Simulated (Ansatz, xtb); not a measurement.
**Two isomers of C2H5Ga**

Structure X is `C=[CH][GaH2]`, a singlet and structure Y is `C[CH2][Ga]`, a singlet. Both are isolated molecules in the gas phase, relaxed with PBE0-D4/def2-TZVP; the shapes shown needn't be the lowest conformers.

X (Å):

```yaml
atoms:
  - { symbol: C, position_ang: [-0.8250, 0.0386, -0.2734] }
  - { symbol: C, position_ang: [-0.5491, -0.4678, -1.4762] }
  - { symbol: Ga, position_ang: [0.3703, -0.2816, 1.2334] }
  - { symbol: H, position_ang: [-1.1919, -0.3111, -2.3407] }
  - { symbol: H, position_ang: [0.3404, -1.0680, -1.6539] }
  - { symbol: H, position_ang: [0.0784, 0.2955, 2.6631] }
  - { symbol: H, position_ang: [1.6490, -1.1506, 0.9493] }
  - { symbol: H, position_ang: [-1.7333, 0.6297, -0.1694] }
```

Y (Å):

```yaml
atoms:
  - { symbol: C, position_ang: [-0.7942, 1.1884, 0.3219] }
  - { symbol: C, position_ang: [0.5316, 0.8436, 0.9999] }
  - { symbol: Ga, position_ang: [0.3140, 0.4685, 2.9986] }
  - { symbol: H, position_ang: [-1.5220, 0.3752, 0.4133] }
  - { symbol: H, position_ang: [-1.2585, 2.0767, 0.7631] }
  - { symbol: H, position_ang: [-0.6834, 1.3913, -0.7484] }
  - { symbol: H, position_ang: [0.9901, -0.0352, 0.5260] }
  - { symbol: H, position_ang: [1.2536, 1.6620, 0.8737] }
```

Quicker runs give these differences E(Y) − E(X): GFN2-xTB −31.0 kcal/mol; HF/STO-3G −6.9 kcal/mol (at GFN2-xTB geometries); r2SCAN-D4/def2-SVP −14.3 kcal/mol (at GFN2-xTB geometries).

Question: Estimate E(Y) − E(X) at the level CCSD(T)/def2-TZVP.

Answer: Calculated at CCSD(T)/def2-TZVP: E(Y) − E(X) = −14.2 kcal/mol, so structure Y lies lower.

How the difference moves with the method:

```tsv
level	geometry	E(Y) − E(X) (kcal/mol)	departure from the last row (kcal/mol)	job, with rough time for the two
GFN2-xTB	GFN2-xTB	−31.0	−16.8	optimisation, 1.5 s
HF/STO-3G	GFN2-xTB	−6.9	+7.2	single point, 13 s
r2SCAN-D4/def2-SVP	GFN2-xTB	−14.3	−0.1	single point, 9.4 s
PBE0-D4/def2-TZVP	PBE0-D4/def2-TZVP	−18.2	−4.0	optimisation, 99 s
HF/def2-TZVP	PBE0-D4/def2-TZVP	−13.0	+1.2	part of the CCSD(T) run
MP2/def2-TZVP	PBE0-D4/def2-TZVP	−13.7	+0.4	part of the CCSD(T) run
CCSD(T)/def2-TZVP	PBE0-D4/def2-TZVP	−14.2		single point, 2.1 min
```

As drawn, Y has 1 C–C, 2 C–H in place of 1 C=C, 2 Ga–H.

The levels shown agree on the order. The largest departure from CCSD(T)/def2-TZVP is that of GFN2-xTB, 16.8 kcal/mol.

With harmonic frequencies from PBE0-D4/def2-TZVP (ideal gas, rigid rotor, one conformer each, 298.15 K, 1 atm): the zero-point term adds +4.9 kcal/mol; ΔH is −9.4 and ΔG −9.5 kcal/mol.

The correlated steps freeze 11 core orbitals; the filled d shell of Ga is correlated, in a basis made for valence electrons. Run with Ansatz 0.2.0, xtb 6.7.1; the last row on 2 threads of AMD EPYC (Zen 3) on a shared host.

Ethylgallium(I), Y, lies below vinylgallane, X, and the preference survives the thermal corrections, with ΔG at −9.5 kcal/mol. The isomerisation formally moves two hydrogens from gallium to the vinyl group, reducing Ga(III) to Ga(I). Strong C–H bonds replace weaker Ga–H bonds, which outweighs the loss of the C=C π bond. Gallium can accept the lower oxidation state because its valence pair settles into a largely 4s lone pair. The longer Ga–C bond in Y fits this picture, since gallium then bonds mainly through 4p rather than through an sp²-type hybrid.

The zero-point term works against Y because C–H vibrations are stiffer than the Ga–H vibrations they replace. Hartree–Fock in the larger basis already gives most of the preference, so the net correlation contribution is small, probably because the pair correlation energies of the two isomers largely cancel. The order for isolated monomers need not carry over to condensed phases, where gallanes can associate through hydride bridges and Ga(I) alkyls can cluster or disproportionate.
